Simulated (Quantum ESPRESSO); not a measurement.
# Work function, surface force and surface energy of unrelaxed V(110) films of 3 to 8 layers with PBE and two pseudopotential sets

Vanadium is a bcc transition metal with five valence electrons, and its partly filled d band supplies most of its cohesion. On the (110) face, the most closely packed of the bcc faces, a top atom keeps six of its eight nearest neighbours. We ask how many layers a film needs before its surface behaves like that of a thick crystal. This matters for thin metal contacts, whose work function helps to set the barrier to charge injection, and for the choice of slab in adsorption studies. We calculate the work function from the Fermi level to the vacuum level outside the film, the force on the top atom with all atoms held at bulk places, and the excess energy of both faces relative to bulk layers.

## Calculations

Quantum ESPRESSO 7.5 (pw.x), driven by a script. Symmetric 1×1 slabs of V(110) (bcc) at the tabulated measured lattice constant, atoms at bulk places, 7.5 Å of empty space on each side as the script builds them, with open boundaries by the effective screening medium. Mesh 12×14×1 for all thicknesses, Marzari-Vanderbilt smearing of 0.02 Ry, spin-paired, no spin-orbit coupling. PBE, GBRV ultrasoft: cutoffs 40 and 200 Ry; PBE, PseudoDojo norm-conserving: cutoffs 76 and 304 Ry. The excess energy is the slab's energy less the number of layers times the slope of a straight line through the thicker slabs; it is twice the surface energy per cell.

Notes on method and selection:

- Confinement between the two faces quantises the states along the normal, so values can oscillate with thickness.
- The measured lattice constant is no functional's own, which adds to the force.
- Measured work functions of the rebuilt (100) and (110) faces of Au, Pt and Ir, of Ta(111), and of polycrystals are not set beside the runs.
- Runs in which the search for lower states was switched off are not listed.
- Runs that did not converge, have known faults or may not be shown are not listed, and runs on Ansatz's PAW sets soft_1 and soft_2 are kept to separate tables.

Columns:

- layers: number of atomic layers.
- Φ (eV): work function: vacuum level outside the slab less the Fermi level.
- force (eV/Å): force on the top atom along the outward normal; negative pulls it inwards.
- excess energy (meV): excess energy of the slab, both faces, per 1×1 cell.

## Computed values

```
member    layers  Φ (eV), PBE, GBRV ultrasoft  Φ (eV), PBE, PseudoDojo norm-conserving  force (eV/Å), PBE, GBRV ultrasoft  force (eV/Å), PBE, PseudoDojo norm-conserving  excess energy (meV), PBE, GBRV ultrasoft  excess energy (meV), PBE, PseudoDojo norm-conserving
3 layers  3       4.834                        4.836                                    −0.596                             −0.598                                         2044                                      2036
4 layers  4       4.822                        4.822                                    −0.595                             −0.587                                         2034                                      2025
5 layers  5       ?                            4.807                                    ?                                  −0.591                                         ?                                         2034
6 layers  6       4.811                        4.813                                    −0.590                             −0.589                                         2041                                      2033
7 layers  7       4.814                        4.814                                    −0.591                             −0.590                                         2039                                      2030
8 layers  8       4.809                        4.812                                    −0.598                             −0.595                                         2036                                      2027
```

Cells marked ? are withheld until the estimate has been made.

## What drives the series

The work function falls slightly as the film thickens, and most of the fall comes early. With the norm-conserving set it drops by 4.836 − 4.807 = 0.029 eV from 3 to 5 layers, rises by 0.006 eV at 6 layers, and then stays within 0.002 eV up to 8 layers. With the ultrasoft set the whole change from 3 to 8 layers is 4.809 − 4.834 = −0.025 eV.

Such small changes are expected of a metal. Its electrons screen the surface dipole within about a layer, so the two faces hardly feel each other through electrostatics. What remains is confinement: the states along the normal form a discrete set, and each added layer shifts them relative to the Fermi level. This can produce both the higher value of the thinnest film and the small dip at 5 layers. The finite in-plane mesh, the same for every film, may contribute to changes of a few meV.

The force on the top atom points inwards in every row and shows no steady trend. It lies between −0.587 and −0.598 eV/Å over both sets. An atom that has lost neighbours strengthens its remaining bonds, and electrons smoothing out over the surface also draw the top layer inwards. Both effects are local, which is why three layers already give nearly the full force. PBE tends to make vanadium slightly smaller than measured, so the measured lattice constant leaves the film somewhat stretched and should add to the inward pull.

The surface energy is equally settled. At 8 layers the ultrasoft set gives 2036 / 2 = 1018 meV per face and 1×1 cell, against 2044 / 2 = 1022 meV at 3 layers. Part of this small difference may come from the fitted bulk energy, since an error of 1 meV per layer in the slope would change the excess energy of the 8-layer film by 8 meV.

## A prediction

Plain estimates from the members shown:

- 5 layers (PBE, GBRV ultrasoft), straight-line interpolation between 4 layers and 6 layers: w = (5 − 4) / (6 − 4) = 0.500, so 4.822 + 0.500 × (4.811 − 4.822) = 4.816 eV
- 5 layers (PBE, GBRV ultrasoft), from its own PBE, PseudoDojo norm-conserving value plus the mean shift PBE, GBRV ultrasoft − PBE, PseudoDojo norm-conserving over the other 5 members (−0.001, standard deviation 0.0012): 4.807 − 0.001 = 4.806 eV

For the 5-layer film with the ultrasoft set we start from the norm-conserving value at the same thickness. Both confinement and the in-plane mesh act almost equally on the two sets, so a dip seen with one should appear with the other.

Interpolation between neighbours would miss it. In the norm-conserving column, the mean of the 4- and 6-layer values is (4.822 + 4.813) / 2 = 4.8175 eV, which is 0.0105 eV above the calculated 4.807 eV.

The differences, ultrasoft less norm-conserving, are −0.002, 0.000, −0.002, 0.000 and −0.003 eV for 3, 4, 6, 7 and 8 layers. Their mean is −0.0014 eV, which gives 4.807 − 0.0014 = 4.8056 eV. Tried on the 6-layer film with the mean shift of the other four, (−0.002 + 0.000 + 0.000 − 0.003) / 4 = −0.00125 eV, the same route gives 4.813 − 0.00125 = 4.8118 eV, against 4.811 eV in the table.

The differences have a standard deviation of √((0.0006² + 0.0014² + 0.0006² + 0.0014² + 0.0016²) / 4) = 0.00134 eV. Including the uncertainty of a mean taken over five films, the error is 0.00134 × √(1 + 1/5) = 0.0015 eV. The excess energies give no reason for a further shift, as the two sets keep a steady offset of 8 to 9 meV there. The forces agree less evenly, differing by up to 0.008 eV/Å at 4 layers, where the work functions nevertheless coincide.

**Committed estimate, 5 layers (PBE, GBRV ultrasoft): Φ = 4.8056 ± 0.0015 eV.**

## The withheld result

```
member    level                layers  Φ (eV)  force (eV/Å)  excess energy (meV)
5 layers  PBE, GBRV ultrasoft  5       4.804   −0.590        2042
```

```
member                          estimate                                    Φ (eV)  computed  estimate − computed  miss in error bars
5 layers (PBE, GBRV ultrasoft)  committed                                   4.806   4.804     +0.002               1.1
5 layers (PBE, GBRV ultrasoft)  interpolation                               4.816   4.804     +0.012
5 layers (PBE, GBRV ultrasoft)  shift from PBE, PseudoDojo norm-conserving  4.806   4.804     +0.002
```

The estimate of 4.8056 eV lies 0.0016 eV above the computed 4.804 eV, just outside its error bar of 0.0015 eV. It is no better than the plain shift from the norm-conserving set, which is the same route, but much closer than interpolation, which is 0.012 eV too high.

The expectation that a dip seen with one set appears with the other was borne out. The 5-layer film lies below the mean of its neighbours by (4.822 + 4.811) / 2 − 4.804 = 0.0125 eV with the ultrasoft set, against 0.0105 eV with the norm-conserving one. The dip therefore does not come from the choice of pseudopotential. Confinement would produce such a dip, but the in-plane mesh and the smearing are also common to both sets and may contribute.

## Residuals

In work function the 3-layer film stands highest, 4.834 − 4.809 = 0.025 eV above the 8-layer film with the ultrasoft set. Confinement, strongest in the thinnest film, is the likeliest reason.

In excess energy the 4-layer film stands out. It lies below the mean of its neighbours by (2044 + 2042) / 2 − 2034 = 9 meV with the ultrasoft set and by 10 meV with the norm-conserving one. Confinement or the shared mesh could lower it in both.

This film also affects the others. The tabulated excess energies have almost no slope over 4 to 8 layers, as expected if the bulk line was fitted to those films, yet from 5 to 8 layers the ultrasoft values fall by (2042 − 2036) / 3 = 2 meV per layer. Taking that slope out by adding 2 meV per layer gives 2042 + 5 × 2 = 2052, 2041 + 6 × 2 = 2053, 2039 + 7 × 2 = 2053 and 2036 + 8 × 2 = 2052 meV for 5 to 8 layers. The steady fall is thus probably a product of the fit, not a change of the surface.

## Rules of thumb and their limits

From 5 to 8 layers the work function stays within 0.005 eV of the 8-layer value with either set, so five layers suffice for most uses of these unrelaxed films. Within 3 to 8 layers, a work function missing from one set can be estimated from the other to about 0.002 eV.

With the bulk line refitted to 5 to 8 layers, the ultrasoft surface energy is 2052 / 2 = 1026 meV per surface atom, or 1026 / 1000 × 96.5 = 99.0 kJ per mole of surface atoms.

Two other sources of error probably exceed the spread with thickness. Relaxation, left out here, lowers the surface energy: if the stiffness felt by the top atom is assumed to be 10 eV/Å², a round value chosen only for scale, the gain is 0.59² / (2 × 10) = 0.017 eV per face, or some 35 meV for both. A softer top layer would gain more. PBE itself commonly errs in metal work functions by a tenth of an eV or more, often towards low values.

[Logs are printed without paths, hosts, clocks, repeated set-up lines and the standing remarks that a program may print on its own settings, such as how far it seeks lower states.]
